Quantum efficiency of a photocathode in the three-step model

The quantum efficiency QE of a photocathode is the number of electrons emitted into vacuum per incident photon. In a photomultiplier it bounds the probability of detecting a single photon, since the multiplier amplifies only electrons that have left the cathode. The three-step model, introduced by Spicer in 1958, treats emission as a bulk process made of three successive events: optical excitation at some depth, transport to the surface, and escape over the surface barrier.

1. Conventions and premises

The solid fills the half-space x > 0, with x the depth below a plane surface. Light of angular frequency ω and vacuum wavelength λ₀ arrives from vacuum at normal incidence with photon flux Φ₀ (m⁻² s⁻¹), and electrons leave through the illuminated face (reflection mode). The elementary charge is e > 0 and m is the free-electron mass. Energies are quoted in electronvolts, 1 eV = 1.602×10⁻¹⁹ J.

P1. The optical response is linear and local, described by the complex index n + iκ.
P2. Each absorbed photon excites one electron, and the three steps are statistically independent, so that their probabilities multiply.
P3. The cathode is homogeneous and thick, so that its back face plays no part.
P4. The probability that an excited electron reaches the surface still able to escape falls with depth as exp(−x/L). Section 3 derives this in two limits and identifies L in each.
P5. Excitation is weak: occupations keep their equilibrium values, and there is no space charge.

2. Step one: excitation

Inside the solid the field varies as exp[i(n + iκ)ωx/c], so the energy flux, which is quadratic in the field, decays as exp(−αx) with

α = 2κω/c = 4πκ/λ₀. (1)

Continuity of the tangential fields gives the amplitude reflection coefficient (1 − n − iκ)/(1 + n + iκ), and hence

R = [(n − 1)² + κ²]/[(n + 1)² + κ²]. (2)

The photon flux at depth x is Φ(x) = Φ₀(1 − R) exp(−αx). By P2 the photons lost per unit depth equal the electrons excited per unit volume and time:

g(x) = −dΦ/dx = Φ₀(1 − R) α exp(−αx). (3)

The transitions end at various energies E. Let a(E) dE be the part of α due to transitions ending between E and E + dE, so that ∫ a(E) dE = α. Let W be the lowest energy from which emission is possible, and define

α_PE = ∫ from W to ∞ of a(E) dE. (4)

The light is attenuated by all transitions, so the exponent in (3) keeps the full α; only the prefactor is reduced when useful excitations are counted.

3. Step two: transport

(a) Ballistic limit, appropriate to metals near threshold. Let an electron of energy E have a constant probability ds/λ of an inelastic collision in a path element ds. The survival probability S obeys dS/ds = −S/λ, so S = exp(−s/λ). For straight flight at angle θ to the outward normal, s = x/u with u = cos θ, and

S(x, u) = exp[−x/(λu)]. (5)

This has the form P4 with L = λu. Section 5 shows that near threshold only u close to 1 contributes, so that L ≈ λ.

Equation (5) counts one collision as a total loss, which must be justified. Let the electron lie ε above the Fermi level E_F at zero temperature. It scatters from an electron of the Fermi sea, leaving two electrons at ε₁ ≥ 0 and ε₂ ≥ 0 and a hole of depth ε − ε₁ − ε₂ ≥ 0. For a constant density of states and constant matrix element, with momentum conservation ignored, all allowed pairs (ε₁, ε₂) are equally likely. They fill a triangle of area ε²/2, so the scattering rate is proportional to ε². For φ < ε < 2φ, with φ the work function, at most one of the two electrons can exceed φ. The region ε₁ > φ is a triangle of area (ε − φ)²/2, the region ε₂ > φ is a second one disjoint from it, and the probability that a collision leaves an electron above the vacuum level is

p = 2(ε − φ)²/ε². (6)

Near threshold p ≪ 1, and L is limited by the electron-electron mean free path.

(b) Diffusive limit. This is solved in section 6, where L is the diffusion length.

4. Step three and the general result

Let P(E) be the probability that an electron which reaches the surface unscattered is emitted, including the chance that it was heading outward. By P2, P3 and P4 the emitted flux is

J = Φ₀(1 − R) ∫ dE a(E) P(E) ∫ from 0 to ∞ of exp(−αx) exp[−x/L(E)] dx,

with E running from W upward. The depth integral is 1/(α + 1/L), so

QE = J/Φ₀ = (1 − R) ∫ from W to ∞ of a(E) P(E)/[α + 1/L(E)] dE. (7)

If L varies little over the energies that contribute, it leaves the integral. Define the weighted mean P_E = (1/α_PE) ∫ a(E) P(E) dE. Then QE = (1 − R) α_PE P_E/(α + 1/L), and dividing numerator and denominator by α gives Spicer's result

QE = (1 − R) (α_PE/α) P_E / [1 + 1/(αL)]. (8)

The transport factor η = 1/[1 + 1/(αL)] = αL/(1 + αL) depends only on the ratio of L to the absorption depth 1/α. For αL ≫ 1 it tends to 1. For αL ≪ 1 it tends to αL, and QE ≈ (1 − R) α_PE L P_E, as if only a layer of thickness L emitted. The depth of origin of the emitted electrons is distributed as exp[−(α + 1/L)x], with mean 1/(α + 1/L). Cutting the depth integral at a thickness d multiplies (8) by 1 − exp[−(α + 1/L)d], if light and electrons returned by the back face are ignored.

5. The factors for a free-electron metal near threshold

Measure E from the bottom of the conduction band, so that W = E_F + φ. Three premises are added, of the kind used by Berglund and Spicer (1964) and by Dowell and Schmerge (2009).

M1. The density of states and the optical matrix element are constant, crystal momentum is not conserved in the transition, and ħω < E_F.
M2. Excited electrons have the free mass and isotropic directions.
M3. The surface conserves parallel momentum and transmits every electron whose normal kinetic energy exceeds W.

Excitation. By M1, a(E) is proportional to f(E − ħω)[1 − f(E)], with f the Fermi function. At T = 0 this is uniform for E_F < E < E_F + ħω. With the excess energy Δ = ħω − φ > 0, the part above W has width Δ, and

α_PE/α = Δ/ħω. (9)

Escape. The normal kinetic energy inside is E u², so M3 requires u > u_c = √(W/E). For isotropic directions u is uniform on (−1, 1) with density 1/2, and

P(E) = (1 − u_c)/2 = [1 − √(W/E)]/2. (10)

The direction also enters (5). Doing the depth integral first with L = λu and setting b = αλ, the combined probability of transport and escape is

(1/2) ∫ from u_c to 1 of bu/(1 + bu) du = (1/2){1 − u_c − (1/b) ln[(1 + b)/(1 + b u_c)]}. (11)

For u near 1, bu/(1 + bu) ≈ [b/(1 + b)][1 − (1 − u)/(1 + b)]. Thus (11) equals P(E) η with L = λ up to a relative correction smaller than 1 − u_c, which near threshold is at most about Δ/(2W). This establishes P4 for the metal.

Averaging (10) over the uniform window W < E < W + Δ, with ∫ E^(−1/2) dE = 2√E,

P_E = (1/2Δ){Δ − 2√W [√(W + Δ) − √W]} = [√(W + Δ) − √W]²/(2Δ). (12)

The second form follows on expanding the square, which gives 2W + Δ − 2√W √(W + Δ). For Δ ≪ W, √(W + Δ) − √W = (Δ/2√W)(1 − Δ/4W + …), so P_E = (Δ/8W)(1 − Δ/2W + …). Inserting (9) and (12) in (8),

QE = (1 − R) η [√(E_F + ħω) − √(E_F + φ)]²/(2ħω) ≈ (1 − R) η (ħω − φ)²/[8ħω(E_F + φ)]. (13)

One power of Δ comes from the excitation window and one from the escape cone.

Finite temperature. The normalisation of a(E) is ∫ f(E − ħω)[1 − f(E)] dE = ħω/[1 − exp(−ħω/k_BT)], which equals ħω for ħω ≫ k_BT. Above W, 1 − f(E) ≈ 1, and (10) reduces to P ≈ (E − W)/4W. With t = (E − W)/k_BT and y = Δ/k_BT, f(E − ħω) = 1/[1 + exp(t − y)], and

QE = (1 − R) η (k_BT)² G(y)/(4Wħω), G(y) = ∫ from 0 to ∞ of t dt/[1 + exp(t − y)]. (14)

G is the function of Fowler's 1931 theory of threshold emission. For y < 0, expanding the Fermi factor in powers of exp(y − t) and integrating term by term gives G = e^y − e^(2y)/4 + e^(3y)/9 − …. For all y, G(y) + G(−y) = y²/2 + π²/6, because both sides have second derivative 1, are even in y, and agree at y = 0, where the series gives G(0) = π²/12. For y ≫ 1 the term y²/2 reproduces the approximate form of (13), and the temperature multiplies it by 1 + (π²/3)(k_BT/Δ)².

Applied field. An extracting field F adds to the image potential. At distance z outside the surface, V(z) = −eFz − e²/(16πε₀z) relative to the field-free vacuum level. Setting dV/dz = 0 gives z_m = √[e/(16πε₀F)], where the two terms are equal, and V(z_m) = −δφ with

δφ = 2eF z_m = √[e³F/(4πε₀)]. (15)

This Schottky lowering replaces φ by φ − δφ in all the formulas above.

6. Negative electron affinity

In a heavily p-doped semiconductor whose surface is activated so that the vacuum level lies below the bulk conduction-band minimum, an electron keeps enough energy to escape after it has thermalised. Every transition across the gap is then useful, and α_PE = α provided that free-carrier and defect absorption are negligible. Phonon collisions randomise the motion and do not remove the electron; recombination does. Assume one conduction valley, thermalisation fast compared with the lifetime τ, a field-free bulk, low injection, and a band-bending layer thin compared with 1/α and with the diffusion length. With x measured from the inner edge of that layer, the excess electron density N obeys

D N″ − N/τ + Φ₀(1 − R) α exp(−αx) = 0, (16)

where D is the minority-electron diffusion coefficient. The flux toward the surface, D N′(0), is removed by emission at velocity S_e and by surface capture at velocity S_r, so D N′(0) = S N(0) with S = S_e + S_r, and N → 0 at depth. With L = √(Dτ) the bounded solution is N = A exp(−αx) + B exp(−x/L). Substitution in (16) gives A(Dα² − 1/τ) = −Φ₀(1 − R)α, that is A = Φ₀(1 − R)ατ/(1 − α²L²). The boundary condition −D(αA + B/L) = S(A + B) gives B = −A(S + Dα)/(S + D/L). Then

N(0) = A + B = A (D/L)(1 − αL)/(S + D/L) = Φ₀(1 − R) αL/[(1 + αL)(S + D/L)],

where Dτ/L = L was used and the factor 1 − αL cancelled, so that αL = 1 is not a singular case. The emitted flux is S_e N(0), and

QE = (1 − R) P_E/[1 + 1/(αL)], P_E = S_e/(S_e + S_r + D/L). (17)

This is (8) with α_PE = α and L the minority diffusion length. Here P_E is a property of surface and bulk together: the term D/L describes electrons that arrive, are turned back and recombine inside. It becomes the surface branching ratio S_e/S only for S ≫ D/L. For p-type GaAs near 800 nm, typical values α ≈ 1×10⁶ m⁻¹ and L ≈ 3 µm give η = 0.75.

7. Range of validity

Equation (8) holds under these conditions.

(i) Thickness. The depth integral needs (α + 1/L)d ≫ 1, and the use of (2) needs light returned from the back face, attenuated by exp(−2αd), to be negligible. In the diffusive case d ≫ L removes the influence of the back face on the carriers.
(ii) A single length. If L(E) varies over the emitting window, (7) must be used. For a wide escape cone (11) replaces the product P η, and the depth dependence is no longer a single exponential.
(iii) One of the two transport limits: a first collision that is fatal, p ≪ 1 in (6), or many non-fatal collisions within a lifetime. Between them a transport equation is needed.
(iv) Independence of the steps. It requires propagating final states whose mean free path spans many lattice spacings. Emission through surface states or evanescent final states, and the surface photoeffect of obliquely incident p-polarised light, lie outside the model.
(v) One-photon excitation, with no electron heating and no space charge.

Equations (9) to (14) need M1 to M3 in addition, and are much less general than (8).

8. Illustration: copper at 266 nm

Inputs. The work function of Cu(100) is taken as 4.73 eV, a compiled measured value (Patra 2017). The others are approximate or typical inputs: n ≈ 1.45 and κ ≈ 1.68, the free-electron E_F ≈ 7.0 eV, and an electron-electron mean free path λ ≈ 4 nm some 4.5 eV above E_F, uncertain by about half its value. The temperature is 300 K, k_BT = 25.85 meV. Intermediate values are carried unrounded.

Optics and transport. The photon energy is hc/λ₀ = 4.661 eV. Equation (2) gives R = 0.343, so 1 − R = 0.657. Equation (1) gives α = 7.94×10⁷ m⁻¹ and 1/α = 12.6 nm. With L = λ, αL = 0.317 and η = 0.241, and the mean depth of origin is 3.0 nm.

No field. Here Δ = −0.069 eV: the photon lies below the threshold of this face, (13) does not apply, and the zero-temperature yield vanishes. Only the Fermi tail emits. With y = −2.67, G = 0.0683 and W = 11.73 eV, (14) gives QE = 3.3×10⁻⁸. A work function lower by 0.1 eV would raise this by a factor of 31, so only its order of magnitude has meaning. By (15), Δ reaches zero at F = 3.3 MV/m.

Strong field. Take F = 50 MV/m, as in a radio-frequency electron gun. Then δφ = 0.268 eV, the effective work function is 4.462 eV, Δ = 0.199 eV and W = 11.46 eV. Equation (9) gives α_PE/α = 0.0428, and (12) gives P_E = 2.16×10⁻³, against 2.17×10⁻³ from Δ/8W. The product (8) at T = 0 is

QE = 0.657 × 0.0428 × 2.16×10⁻³ × 0.241 = 1.46×10⁻⁵.

With y = 7.71 the thermal factor G(y)/(y²/2) is 1.055. The model's value at 300 K is QE ≈ 1.5×10⁻⁵, which corresponds to a responsivity e·QE/ħω of 3.3 µA/W. Transport costs only a factor of about four; the narrow window and the narrow cone account for nearly all of the loss.

Small neglected terms. At the top of the window u_c = 0.9914, a cone of half-angle 7.5°, and integrating (11) over the window lowers QE by 0.2 %. Equation (6) gives p ≤ 0.0037. With a rate proportional to ε² and a speed proportional to √E, λ falls by 8 % from the bottom of the window to the top. Phonon collisions exchange energies of the order of k_BΘ_D or less, which is 30 meV for the compiled Debye temperature of 343 K (Wikipedia), or 0.15 Δ. They mainly redirect electrons. For a typical phonon mean free path of about 40 nm, counting every such collision as a loss gives 1/L = 1/(4 nm) + 1/(40 nm), L = 3.6 nm and η = 0.224, a reduction of 7 %; scattering into the cone offsets part of it. The barrier top at z_m = 2.68 nm has curvature V″ = −δφ/z_m². An inverted parabola of frequency Ω = √(|V″|/m) transmits with probability 1/[1 + exp(−ε_z/w)], where ε_z is the normal energy above the top and w = ħΩ/2π = 8.5 meV. This has the shape of a Fermi function and multiplies the T = 0 yield by 1 + (π²/3)(w/Δ)², an increase of 0.6 %.

Large uncertainties. Four effects rival the result itself.
First, L = 2 nm or 6 nm gives η = 0.137 or 0.323, and QE = 0.83×10⁻⁵ or 2.0×10⁻⁵ at T = 0.
Second, lowering φ by 0.1 eV multiplies (13) by 2.3, and an assumed φ = 4.5 eV, for a more open face or a surface of mixed faces, gives 6.8×10⁻⁵ at T = 0.
Third, M3 ignores quantum reflection where the potential changes rapidly. Near threshold the emitted current has weight Δ − ε_z in the normal energy, with mean Δ/3. An abrupt step transmits 4r/(1 + r)², with r = √[ε_z/(W + ε_z)] the ratio of the normal wave numbers, and this is 0.26 at ε_z = Δ/3. The image potential smooths the step, and the transmission is expected to lie between this figure and 1.
Fourth, M1 ignores the filled d bands, which lie approximately 2 to 5 eV below E_F. Transitions from them end at most 2.7 eV above E_F; they add to α and not to α_PE. A rectangular band of ten electrons per atom offers 8.9 initial states within ħω of E_F, against 1.0 for the free-electron density 3/(2E_F) = 0.214 per eV and atom. With equal matrix elements α_PE/α, and with it QE, would be multiplied by 0.10. The matrix elements are not equal, so this gives only the direction and possible size of the correction.

Condition (iv) is also strained on an ideal (100) face. Along the surface normal copper has a band gap from roughly 2 eV to roughly 8 eV above E_F, which contains the vacuum level, so electrons leaving near the normal couple to evanescent and not to propagating bulk states. M2 is better suited to a polycrystalline or rough surface.

As typical knowledge, cleaned polycrystalline copper near this wavelength yields of the order of 10⁻⁵ to 10⁻⁴, toward the upper part of that range in strong fields; the model's 1.5×10⁻⁵ is thus low by a factor of a few, and its field-free value by some three orders of magnitude. The direction is what a high work function produces, since on a surface of mixed faces the patches of lowest φ dominate a yield that grows as Δ². The d-band and reflection corrections act the other way, so the model's number in the strong field is an order-of-magnitude estimate. The part that rests on (8) alone is firmer: with 1/α = 12.6 nm and L of a few nanometres, electron-electron scattering lets about one electron in four of those aimed at the escape cone reach the surface.